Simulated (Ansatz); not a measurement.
A (001) slab of Ag (P6_3/mmc (No. 194)), 6 planes, outer planes Ag (top) and Ag (bottom), with 6 atoms (Ag6) in a surface cell of A = 7.119 Å², as cut from the bulk:

```yaml
crystal:
  lattice:
    - [2.86706, 0.00000, 0.00000]
    - [-1.43353, 2.48295, 0.00000]
    - [0.00000, 0.00000, 26.72679]
  atoms:
    - { symbol: Ag, position: [0.66667, 0.33333, 0.28062] }
    - { symbol: Ag, position: [0.33333, 0.66667, 0.36837] }
    - { symbol: Ag, position: [0.66667, 0.33333, 0.45612] }
    - { symbol: Ag, position: [0.33333, 0.66667, 0.54388] }
    - { symbol: Ag, position: [0.66667, 0.33333, 0.63163] }
    - { symbol: Ag, position: [0.33333, 0.66667, 0.71938] }
```

Theory: DFT PBEsol, scalar-relativistic, plane waves, PAW in Ansatz 0.2.0. Plane waves to 420 eV, a k mesh through Γ of 12×12×1 on the computed 6-atom cell and Gaussian smearing (0.10 eV); no spin polarisation.

Against the same 6 atoms in the bulk, the slab as cut lies 0.916 eV higher and the relaxed slab 0.913 eV higher.

Problem. Work out the surface energy before and after relaxation.

Solution. The slab has two faces, so γ = (E_slab − N·E_bulk)/(2A), the mean of both. As cut: 0.916/(2 × 7.119) = 0.0643 eV/Å², and 1 eV/Å² = 16.02 J/m², so γ = 1.03 J/m². Relaxed: 0.913/(2 × 7.119) = 0.0641 eV/Å² = 1.03 J/m². Relaxation recovers 0.3 % of the cost of cutting.

Problem. What is the ideal work of this cut, per area?

Solution. Griffith's ideal work is 2γ: 2.06 J/m² if the new faces stay rigid, 2.05 J/m² if they relax. One thickness was run, 6 planes, so γ can still shift with it.

The reference crystal is a form of Ag, which isn't its usual structure.

Cutting the crystal costs far more than relaxation gives back: γ stays at 1.03 J/m² to the printed precision, and only 0.3 % of the cleavage energy is recovered. The cost is therefore almost entirely that of the metallic bonding lost across the cut. The basal plane is close-packed, so its surface atoms keep all their in-plane neighbours and lose only those on the missing side. Because bonding in silver is largely non-directional, with a filled d shell and delocalised sp electrons, the remaining electron density can readjust without leaving strongly directional dangling bonds. This probably explains why the ions gain so little by moving.

The close-packed face of ordinary fcc silver has the same nearest-neighbour environment and differs only in the stacking of deeper layers, so its surface energy is probably similar. The small energy gain suggests that the cut positions lie near a minimum, but doesn't itself give the size or sign of the change in layer spacing. With only one orientation computed, the result doesn't establish the basal plane as the cheapest face or determine a crystal shape.
